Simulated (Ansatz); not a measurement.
**SnSiH6 (SMILES [SiH3][SnH3]): the energy, rung by rung**

The species is SnSiH6 (8 atoms), meant as a singlet with charge 0. SMILES: `[SiH3][SnH3]`. The shape was relaxed beforehand at B3LYP/def2-SVP.

```xyz
8

Si   -0.6303    0.1231   -1.1672
Sn    0.6182   -0.1304    1.0895
H    -2.0847    0.3582   -0.9281
H    -0.4734   -1.1149   -1.9858
H    -0.0784    1.2780   -1.9347
H     0.4576    1.2945    2.0421
H     2.2968   -0.4141    0.8333
H    -0.0136   -1.4512    1.9950
```

Quantity: the adiabatic ionisation energy (to the doublet cation, shapes relaxed at B3LYP/def2-SVP, no zero-point term), in eV. The values are calculated.

```csv
level,kind,program,value (eV),CPU time (all runs)
HF/def2-TZVP (core potential),Hartree–Fock,Ansatz,8.13,2.1 s
PBE/def2-TZVP (core potential),GGA,Ansatz,8.98,3.3 s
B3LYP/def2-TZVP (core potential),global hybrid,Ansatz,9.08,4.5 s
wB97M-V/def2-TZVP (core potential),range-separated hybrid,Ansatz,9.18,15 s
MP2/def2-TZVP (core potential),perturbation theory,Ansatz,9.07,3.7 s
```

Spin-orbit coupling, which can split open shells on such heavy atoms by tenths of an eV, is left out. The values span 8.13 to 9.18 eV. In the correlated wave-function rows the outer d shell of Sn is correlated, in sets not made for it. CPU times are rough (shared hosts, several kinds of processor): they show what a rung costs within a factor of a few.

Electron correlation makes the main difference here: Hartree–Fock gives 8.13 eV, while every level that includes correlation lies between 8.98 and 9.18 eV. The electron most probably leaves the Si–Sn σ bond, the highest-lying bonding pair in a molecule without lone pairs. The neutral then loses the correlation energy of that pair, which Hartree–Fock never counted, so the mean-field method makes ionisation too easy. What remains is a one-electron σ bond, expected to be longer and weaker, with flatter SiH3 and SnH3 groups. This relaxation should place the adiabatic value clearly below the maximum of the first photoelectron band, which is therefore not the right experimental comparison.

The three functionals rise modestly from PBE to wB97M-V, possibly because the semilocal form overstabilises the delocalised hole in the cation. The near-coincidence of MP2 and B3LYP supports the general size of the ionisation energy but doesn't single out either as the more accurate, since all levels share the same relaxed structures and any error in the cation's shape would be common to them.
